\textbf{Student.} I want the phonon-drag thermopower of lightly doped n-type silicon at 20 K and 20 T. My sheet gives $-13.0$ mV/K, and you have written ``wrong'' across it.

\textbf{Lecturer.} It is wrong, by about a factor of two within your own model. Show me first the part that is right, with conventions.

\textbf{Student.} One isotropic parabolic band, mass $m$, charge $-e$, $\mathbf B$ along $z$, $\nabla T$ along $x$, no current, $\partial_yT=0$. I define $E_i=S_{ix}\,\partial_xT$, with $\mathbf E$ the electrochemical field, and $N=S_{yx}/B$; some authors use the opposite sign of $N$. I keep only the drag part. Acoustic phonons of speed $s$ and a mean free path $\Lambda$ independent of $q$ have $\delta N_q=-\Lambda\,(\hat{\mathbf q}\cdot\nabla T)\,\partial N_0/\partial T$. Since $N_0$ depends on $\hbar sq/k_BT$, this equals the change of a Bose function drifting with $\mathbf w=-s\Lambda\nabla T/T$. Quasi-elastic acoustic collisions relax the electrons toward that drift, impurities toward rest. With $\delta f=(-\partial f_0/\partial\varepsilon)\,m\mathbf v\cdot\mathbf u(\varepsilon)$, each energy shell obeys
\begin{equation}
\frac{m\mathbf u}{\tau}=-e\mathbf E-eD\nabla T-e\,\mathbf u\times\mathbf B,\qquad D(\varepsilon)=\frac{ms\Lambda}{eT\,\tau_{ac}(\varepsilon)} ,\tag{1}
\end{equation}
where $\tau$ is the total relaxation time. Drag is an effective field $D(\varepsilon)\nabla T$, as in Herring's picture. With $\omega_c=eB/m$ and complex components, $u_x+iu_y=(\tau/m)(F_x+iF_y)/(1-i\omega_c\tau)$, where $\mathbf F=-e\mathbf E-eD\nabla T$. The current is $-ne\langle\mathbf u\rangle$, the average having the normalised weight $\varepsilon^{3/2}(-\partial f_0/\partial\varepsilon)$. Zero current gives
\begin{equation}
S_{xx}+iS_{yx}=-\frac{\langle \tau D/(1-i\omega_c\tau)\rangle}{\langle \tau/(1-i\omega_c\tau)\rangle}.\tag{2}
\end{equation}
To first order in $B$, $S_{xx}=-\langle\tau D\rangle/\langle\tau\rangle$ and
\begin{equation}
N=-\frac em\,\frac{\langle\tau^2D\rangle\langle\tau\rangle-\langle\tau^2\rangle\langle\tau D\rangle}{\langle\tau\rangle^2}.\tag{3}
\end{equation}
For $\omega_c\tau\gg1$, $\tau/(1-i\omega_c\tau)\to i/\omega_c+1/(\omega_c^2\tau)$, so
\begin{equation}
S_{xx}\to-\langle D\rangle,\qquad S_{yx}\to\frac{\langle D/\tau\rangle-\langle D\rangle\langle1/\tau\rangle}{\omega_c}.\tag{4}
\end{equation}

\textbf{Lecturer.} All correct. The fraction in (3) is the covariance of $\tau$ and $D$ under the weight $\tau$. Since $D$ rises with energy, $N$ is positive where $\tau$ falls with energy and negative where it rises. In (4), ``independent of $\tau$'' means independent of the total $\tau$, hence of the impurities; $\tau_{ac}$ still sits inside $D$. And a degenerate gas?

\textbf{Student.} The weight collapses on $\varepsilon_F$, the field factors cancel, $S_{xx}=-D(\varepsilon_F)$ at every field and $S_{yx}=0$. The Sommerfeld term leaves
\begin{equation}
S_{yx}=-\frac{\pi^2}{3}(k_BT)^2\,D'\,\frac{\tau'}{\tau}\,\frac{\omega_c\tau}{1+\omega_c^2\tau^2}\bigg|_{\varepsilon_F},\tag{5}
\end{equation}
of relative order $(k_BT/\varepsilon_F)^2$.

\textbf{Lecturer.} Again for unresolved Landau levels only. Your inputs?

\textbf{Student.} From the typical valley masses $0.92$ and $0.19\,m_e$, the conductivity mass is $0.26\,m_e$ and the cyclotron mass for $\mathbf B\parallel[111]$, where the six valleys are equivalent, is $0.28\,m_e$. I take $m=0.27\,m_e$. The compiled elastic constants (Oses 2018), $C_{11}=165.64$, $C_{12}=63.94$, $C_{44}=79.51$ GPa, give the directional average $c_L=(3C_{11}+2C_{12}+4C_{44})/5=188.6$ GPa, and with a typical density $\rho=2329$ kg/m$^3$, $s=9.00$ km/s. With $x=\varepsilon/k_BT$, $K=e^2/4\pi\kappa\epsilon_0$ and $N_i$ ionised centres per volume,
\begin{equation}
\frac1\tau=\frac{x^{1/2}}{\tau_a}+\frac{x^{-3/2}}{\tau_i},\quad
\frac1{\tau_a}=\frac{\sqrt2\,\Xi^2(mk_BT)^{3/2}}{\pi\hbar^4c_L},\quad
\frac1{\tau_i}=\frac{\pi N_iK^2G}{\sqrt{2m}\,(k_BT)^{3/2}} .\tag{6}
\end{equation}
An approximate effective deformation potential $\Xi=9.5$ eV gives $\tau_a=40.0$ ps. I assume a compensated sample with $N_i=5.5\times10^{13}$ cm$^{-3}$, neglect neutral donors, and use $\kappa=11.7$, the compiled 300 K value (Ioffe Institute). The Conwell--Weisskopf logarithm $G=\ln[1+(\varepsilon N_i^{-1/3}/K)^2]$, frozen at $\varepsilon=3k_BT$, is 4.8. Then $\tau_i=10.0$ ps, $b=\tau_a/\tau_i=4.0$ and $\tau=\tau_ax^{3/2}/(x^2+b)$. For a boundary-limited $\Lambda=0.5$ mm, $D=D_0x^{1/2}$ with $D_0=8.64$ mV/K. The gas is frozen out to a very low density, so the weight is $x^{3/2}e^{-x}$ and the electrons do not limit $\Lambda$. With $b=4$,
\begin{equation}
\frac{\langle\tau\rangle}{\tau_a}=0.31731,\quad\frac{\langle\tau D\rangle}{\tau_aD_0}=0.51575,\quad\frac{\langle\tau^2\rangle}{\tau_a^2}=0.11039,\quad\frac{\langle\tau^2D\rangle}{\tau_a^2D_0}=0.18622 .\tag{7}
\end{equation}
I keep five figures because (3) is a small difference. The mobility is $8.3\times10^4$ cm$^2$/(V s) and $S_{xx}(0)=-1.625D_0=-14.0$ mV/K. Because $e\tau_aD_0/m=s\Lambda/T=0.225$ V/(K T), $N=-0.0214\times0.225$ V/(K T) $=-4.8$ mV/(K T), for $B\ll1/\mu=0.12$ T. Without impurities the factor is $+(3\pi/8-1)=0.178$, that is $N=+40$ mV/(K T).

\textbf{Lecturer.} The mixed value is what remains of a near cancellation and depends on the frozen logarithm, so trust its order only. Now the high-field attempt, line by line.

\textbf{Student.} The attempt you marked wrong:
\begin{align*}
&\text{W1: } \omega_c\langle\tau\rangle=165\gg1\text{ at 20 T.}\\
&\text{W2: for }\omega_c\tau\gg1\text{, equation (2) reduces to (4).}\\
&\text{W3: hence at 20 T, } S_{xx}=-\langle D\rangle=-D_0\,\Gamma(3)/\Gamma(5/2)=-1.505D_0 .\\
&\text{W4: } S_{xx}=-13.0\text{ mV/K (wrong)},\quad S_{yx}=-1.62D_0/521=-27\ \mu\text{V/K}.
\end{align*}
So $|S_{xx}|$ drops by 7 per cent within a tesla or so and then stays flat. The expansion parameter is below one per cent. A larger field can only improve a high-field limit.

\textbf{Lecturer.} Compute the orbit of a thermal electron in your picture.

\textbf{Student.} $r_c=\sqrt{2mk_BT}/eB=3.6$ nm.

\textbf{Lecturer.} The orbit of Landau level $n$ has radius $\sqrt{2n+1}\,l$ with $l=\sqrt{\hbar/eB}=5.7$ nm. Your typical orbit is smaller than the smallest that exists. That is the symptom. In energies: $\hbar\omega_c=8.58$ meV, or 99.5 K, against $k_BT=1.72$ meV, a ratio of 4.98. A fraction 0.993 of the electrons is in the lowest level, with 50 K of transverse zero-point energy where your Maxwell weight grants 20 K. The two scales crossed at 4.0 T.

\textbf{Student.} But the limit does not contain $\tau$. I took it for momentum conservation, and quantisation cannot touch that.

\textbf{Lecturer.} Half of that is true, and it mends the calculation. At zero current the total Lorentz force vanishes. Different states still feel different drag forces and drift against one another, but at speeds of order force over $eB$; the friction on those drifts is smaller by $1/\omega_c\tau$ and points along $y$. So for $\sigma_{xx}\ll|\sigma_{xy}|$, $-eE_x+\bar F=0$, where $\bar F=\gamma w$ is the mean force per electron that the drifting phonons exert on the \emph{equilibrium} gas:
\begin{equation}
S_{xx}=-\frac{\gamma\,s\Lambda}{eT}.\tag{8}
\end{equation}
This survives quantisation, and the impurities stay out of it. W1 is true and W2 is a true statement about (2). W3 is the faulty line: it sets $\gamma=m\langle1/\tau_{ac}\rangle$, a golden-rule rate between plane waves averaged over the zero-field density of states. Equations (1) to (5) need $\hbar\omega_c\ll k_BT$, and the plateau (4) lives in the window $1/\tau\ll\omega_c\ll k_BT/\hbar$. Here that is $0.12\ \text{T}\ll B\ll4.0$ T.

\textbf{Student.} Then give me $\gamma$ for Landau states.

\textbf{Lecturer.} Let $\beta=1/k_BT$, $\omega=sq$, $|C_q|^2=\Xi^2\hbar q/2\rho sV$, and let $A_\pm(\mathbf q)$ be the thermal average per electron of form factor times energy delta function for absorption and emission. Then
\begin{equation}
\bar F=\sum_{\mathbf q}\hbar q_x\,\frac{2\pi}{\hbar}|C_q|^2\,\delta N_q\,(A_+-A_-).\tag{9}
\end{equation}
Detailed balance gives $A_\pm=e^{\pm z_q}A$ with $z_q=\beta\hbar\omega/2$, and $\delta N_q=\beta\hbar q_xw/4\sinh^2z_q$. The product is $(q_xw/sq)(z_q/\sinh z_q)A$. Setting $z_q/\sinh z_q\to1$ for now,
\begin{equation}
\gamma=\frac{\Xi^2\hbar}{2c_L}\frac1{4\pi^2}\int d^3q\;q_x^2\,A(\mathbf q).\tag{10}
\end{equation}
Define $\theta=\beta\hbar\omega_c/2$, $\eta=\beta ms^2$, $y=q_\perp^2l^2/2$. The Boltzmann sum of the form factors for $n\to n+\nu$ is $e^{-y\coth\theta}e^{\nu\theta}I_\nu(y/\sinh\theta)$. The Maxwell average over $k_z$ of the delta function gives a factor $e^{z_q-\nu\theta}$, which supplies the detailed-balance factor and cancels $e^{\nu\theta}$:
\begin{equation}
A=\sum_\nu e^{-y\coth\theta}I_\nu\!\Big(\frac{y}{\sinh\theta}\Big)\frac{m}{\hbar^2|q_z|}\sqrt{\frac{\beta\hbar^2}{2\pi m}}\exp\!\Big[-\frac{\beta m(\omega-\nu\omega_c)^2}{2q_z^2}-\frac{\beta\hbar^2q_z^2}{8m}\Big].\tag{11}
\end{equation}
Spin splitting drops out, because the scattering conserves spin and the force per electron is the same in both ladders. Use $\int_{-\infty}^\infty dq_z\,|q_z|^{-1}e^{-a_1/q_z^2-a_2q_z^2}=2K_0(2\sqrt{a_1a_2})$. For $\nu\ne0$ neglect $\omega$ against $\nu\omega_c$, which gives $2K_0(|\nu|\theta)$. For $\nu=0$ the result is $2e^{-\eta/2}K_0(z)$ with $z^2=\eta\theta y$, and I drop $e^{-\eta/2}$ for now.

\textbf{Student.} Why not make that term elastic too?

\textbf{Lecturer.} Because $K_0(0)$ diverges: initial and final state both sit on the $\varepsilon_z^{-1/2}$ singularity at the bottom of a level. The phonon energy cuts the logarithm off. With $\int d^2q_\perp q_x^2=(2\pi/l^4)\int y\,dy$,
\begin{equation}
\gamma=\frac{\Xi^2\hbar}{2c_L}\frac{1}{\pi l^4}\frac{m}{\hbar^2}\sqrt{\frac{\beta\hbar^2}{2\pi m}}\;J,\qquad J=J_0+2\sum_{\nu\ge1}e^{-\nu\theta}(\coth\theta+\nu)K_0(\nu\theta),\tag{12}
\end{equation}
where $\int_0^\infty y\,e^{-y\coth\theta}I_\nu(y/\sinh\theta)\,dy=e^{-\nu\theta}(\coth\theta+\nu)$ was used. In $J_0$ put $K_0(z)\simeq-\ln(z/2)-\gamma_E$, with $\gamma_E$ Euler's constant. The moment $\int_0^\infty y^p e^{-cy}I_0(y/\sinh\theta)\,dy=\Gamma(p+1)P_p(c)$, $c=\coth\theta$, differentiated at $p=1$ with $\partial_pP_p(c)=c\ln\frac{c+1}2+c-1$, supplies the $\ln y$ term:
\begin{equation}
J_0=c\Big[\frac L2-\frac{\gamma_E}2-1-\frac12\ln\frac{c+1}2\Big]+\frac12,\qquad L=\ln\frac4{\eta\theta}.\tag{13}
\end{equation}
For $\theta\to0$ the sum becomes $(2/\theta^2)\int_0^\infty e^{-v}(1+v)K_0(v)\,dv=8/3\theta^2$, and with $l^{-4}=4m^2\theta^2/\beta^2\hbar^4$ equation (12) returns exactly $m\langle1/\tau_{ac}\rangle$ of (6). Therefore
\begin{equation}
S_{xx}=-R\,\langle D\rangle,\qquad R=\frac{3\theta^2}{8}J\;\longrightarrow\;\frac{3}{64}\Big(\frac{\hbar\omega_c}{k_BT}\Big)^2\Big[\ln\frac{8(k_BT)^2}{ms^2\hbar\omega_c}-\gamma_E-1\Big]\tag{14}
\end{equation}
in the lowest level. There is no plateau. One power of $B$ comes from the Landau degeneracy of the final states, one from $q_x^2\sim l^{-2}$, the momentum handed over per collision.

\textbf{Student.} At 20 T: $\theta=2.49$, $\eta=0.072$, $\eta\theta=0.179$, $L=3.10$. Carrying spare figures, $J_0=0.7635$, the sum adds 0.0213, $J=0.7848$, and $3\theta^2/8=2.32$. So $R=1.82$ and $S_{xx}=-24$ mV/K. But you dropped three things, and $\eta\theta$ is not very small.

\textbf{Lecturer.} Restore them to first order in the $\nu=0$ term, with $c=1$. Write $K$ for the logarithmic form of $K_0$ and $t=\beta\hbar^2q_z^2/8m$, so that $z_q^2=z^2+2\eta t$. The series of $K_0$ adds $z^2(K+1)/4$. The factor $1-z_q^2/6$ adds $-z^2K/6-\eta/6$, since the $t$ moment is $zK_1(z)/2\simeq1/2$. The factor $e^{-\eta/2}$ adds $-\eta K/2$. Integrating with $ye^{-y}$,
\begin{equation}
\delta J=\eta\theta\Big[\frac{L-\gamma_E-3/2}{12}+\frac12\Big]-\eta\Big[\frac{L-\gamma_E-1}{4}+\frac16\Big]=0.066 .\tag{15}
\end{equation}
That is 8 per cent of $J$; $R$ becomes 1.97 and $S_{xx}\approx-26$ mV/K. Two figures are all this supports. Collision broadening is the rival cutoff. The phonons at $y\approx2$ carry $2\hbar s/l$, or 24 K, while $\hbar/\langle\tau\rangle$ is 0.60 K. That classical estimate understates the width near a level bottom, but a tenfold increase would still leave the phonon energy as the cutoff.

\textbf{Student.} So my error is 13 mV/K, half of the mended value. Does it set in the moment $\hbar\omega_c$ passes $k_BT$?

\textbf{Lecturer.} No, and you may keep that much. At 10 T, $\hbar\omega_c/k_BT=2.49$ and (14) gives $R=0.92$ with neglected terms of order $\eta\theta=0.090$. The same inelastic factors applied to the plane-wave integral multiply it by $1-7\eta/6=0.92$. At that field the departure from unity is no larger than the terms we drop. The warrant for (4) ends near 4.0 T, but the damage becomes gross only as $\theta^2$ takes over, between 10 and 20 T. Your $S_{yx}$ fails for the same reason, since both averages in (4) are plane-wave rates; only its smallness, of relative order $1/\omega_c\tau$, carries over.

\textbf{Student.} May I quote $-26$ mV/K for silicon?

\textbf{Lecturer.} Quote it as the model's. The scale is proportional to $\Lambda$, which was chosen so that the zero-field value is of the order of 10 mV/K, as is typical for lightly doped millimetre-size bars near 20 K; that is an input and no test. A thinner wafer or layer scales $D_0$ down and leaves $R$ alone while boundaries set $\Lambda$. If $\Lambda$ falls with $q$, the growth with field is weaker, because the field shifts the weight to larger $q_\perp$. The total thermopower also holds a diffusion part. With the chemical potential near a donor level of typically 45 meV it is about $-(45\ \text{meV}/eT+\tfrac52k_B/e)=-2.5$ mV/K and must be subtracted first. Finally, the real valleys are tilted against $[111]$, with mass $0.43\,m_e$ along the field. Each feels a drag component along $\mathbf B$ that the field does not quench, so the independence of impurity scattering is only approximate there, and transverse phonons couple as well. We have not computed those shifts. What the single band establishes is (8): at $\omega_c\tau\gg1$ the drag thermopower measures the phonon friction on the equilibrium gas, equal to $m\langle1/\tau_{ac}\rangle$ while $\hbar\omega_c\ll k_BT$ and about twice that at 20 K and 20 T.